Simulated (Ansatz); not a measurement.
CaGa₂: energy above lowest point against volume scale

All results are calculated (Ansatz 0.2.0). Free energy against uniform scaling of the volume at fixed shape and fractions; periodic cell, basis, potentials, k mesh and filling as listed.

The cell before it is scaled or strained (space group P6_3/mmc, No. 194):
```
CaGa2
1.0
      4.4580     0.0000     0.0000
     -2.2290     3.8608     0.0000
      0.0000     0.0000     7.4122
Ca Ga
2 4
Direct
  0.00000 0.00000 0.25000
  0.00000 0.00000 0.75000
  0.33333 0.66667 0.04253
  0.66667 0.33333 0.54253
  0.66667 0.33333 0.95747
  0.33333 0.66667 0.45747
```

Settings of every row: functional r2SCAN; dispersion D3(BJ); potentials PAW; wave cutoff 653.07 eV; density cutoff 2612.3 eV; k mesh 6x6x3; k shift 0x0x0; occupations cold; smearing width 0.1 eV; spin none.

Limits: coarse k mesh, up to 40 meV an atom off; dispersion damping borrowed; the cell comes from a prototype or a list of computed structures and needn't be the stable phase.

| row | volume scale | V (Å³/atom) | energy above lowest point (meV/atom) |
| --- | --- | --- | --- |
| 1 | 0.9406 | 19.999 | 2.6 |
| 2 | 0.9703 | 20.631 | 0 |
| 3 | 1 | 21.262 | ? |
| 4 | 1.0297 | 21.894 | 15.5 |
| 5 | 1.0594 | 22.525 | 31.3 |

Question: what energy above lowest point should row 3 give?

Worked fit of energy above lowest point. Take u = (V_r/V)^(2/3) − 1 with V_r = 21.262 Å³ an atom, which is twice the finite (Eulerian) strain; such expansions in the strain, on which the Birch-Murnaghan equation of state is built, carry the rest volume and the bulk modulus. The shown rows have u = 0.04167, 0.02029, -0.01934, -0.03774. Least squares give energy above lowest point = 4.69 − 394.9 × u + 8250 × u² meV/atom; a straight line predicts inner rows, each left out in turn, worse (root mean square 7.5 against 0.2 meV/atom). The rows lie off it by 0.0, -0.1, 0.1, 0.0. Its lowest point lies at u = 0.0239, or V = 20.52 Å³ an atom, and the curvature there gives the bulk modulus at fixed shape and fractions, B = (4/9)(1 + u)² E″(u)/V = 60 GPa. Letting shape and atoms relax would as a rule lower it, by much in layered, chain or molecular crystals. The withheld row has u = 0, so the fit gives 4.69 − 394.9 × (0) + 8250 × (0)² = 4.7 meV/atom.

The calculation gave 4.7 meV/atom. The fit meets it to the printed digit.
